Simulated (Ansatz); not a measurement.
# Y3Mg: the change of energy above lowest point and pressure with volume scale

All results are calculated (Ansatz 0.2.0). Free energy against uniform scaling of the volume at fixed shape and fractions; periodic cell, basis, potentials, k mesh and filling as listed.

The cell before it is scaled or strained (space group Fm-3m, No. 225):
```
CELL_PARAMETERS angstrom
0.00000 3.93160 3.93160
3.93160 0.00000 3.93160
3.93160 3.93160 0.00000
ATOMIC_POSITIONS crystal
Y 0.50000 0.50000 0.50000
Y 0.25000 0.25000 0.25000
Y 0.75000 0.75000 0.75000
Mg 0.00000 0.00000 0.00000
```

Settings of every row: functional LDA; dispersion none; potentials PAW; wave cutoff 500 eV; density cutoff 2000 eV; k mesh 5x5x5; k shift 0x0x0; occupations methfessel paxton; smearing width 0.05 eV; spin none; SCF threshold exponent -5.

Limits: coarse k mesh, up to 40 meV an atom off; loose SCF threshold; minimum outside the range; stress loosely converged; the cell comes from a prototype or a list of computed structures and needn't be the stable phase.

| row | volume scale | V (Å³/atom) | energy above lowest point (meV/atom) | pressure (GPa) |
| --- | --- | --- | --- | --- |
| 1 | 0.9406 | 28.581 | 0 | -1.88 |
| 2 | 0.9703 | 29.484 | 13.6 | -2.93 |
| 3 | 1 | 30.386 | ? | ? |
| 4 | 1.0297 | 31.289 | 56.9 | -4.69 |
| 5 | 1.0594 | 32.191 | 85.4 | -5.43 |

Question: what energy above lowest point and pressure should row 3 give?

Worked fit of energy above lowest point. Take u = (V_r/V)^(2/3) − 1 with V_r = 30.387 Å³ an atom, which is twice the finite (Eulerian) strain; such expansions in the strain, on which the Birch-Murnaghan equation of state is built, carry the rest volume and the bulk modulus. The shown rows have u = 0.04169, 0.02032, -0.01931, -0.03772. Least squares give energy above lowest point = 32.81 − 1104.7 × u + 7643 × u² meV/atom; a straight line predicts inner rows, each left out in turn, worse (root mean square 7 against 0.22 meV/atom). The rows lie off it by 0.0, 0.1, -0.1, 0.0. The withheld row has u = 2e-05, so the fit gives 32.81 − 1104.7 × (2e-05) + 7643 × (2e-05)² = 32.8 meV/atom.

The calculation gave 32.8 meV/atom. The fit meets it to the printed digit.

Worked fit of pressure. Take u = (V_r/V)^(2/3) − 1 with V_r = 30.387 Å³ an atom, which is twice the finite (Eulerian) strain; such expansions in the strain, on which the Birch-Murnaghan equation of state is built, carry the rest volume and the bulk modulus. The shown rows have u = 0.04169, 0.02032, -0.01931, -0.03772. Least squares give pressure = −3.862 + 44.39 × u + 75.3 × u² GPa; a straight line predicts inner rows, each left out in turn, worse (root mean square 0.069 against 0.0028 GPa). All shown rows lie on it to the printed digit. The withheld row has u = 2e-05, so the fit gives −3.862 + 44.39 × (2e-05) + 75.3 × (2e-05)² = -3.86 GPa.

The calculation gave -3.86 GPa. The fit meets it to the printed digit.
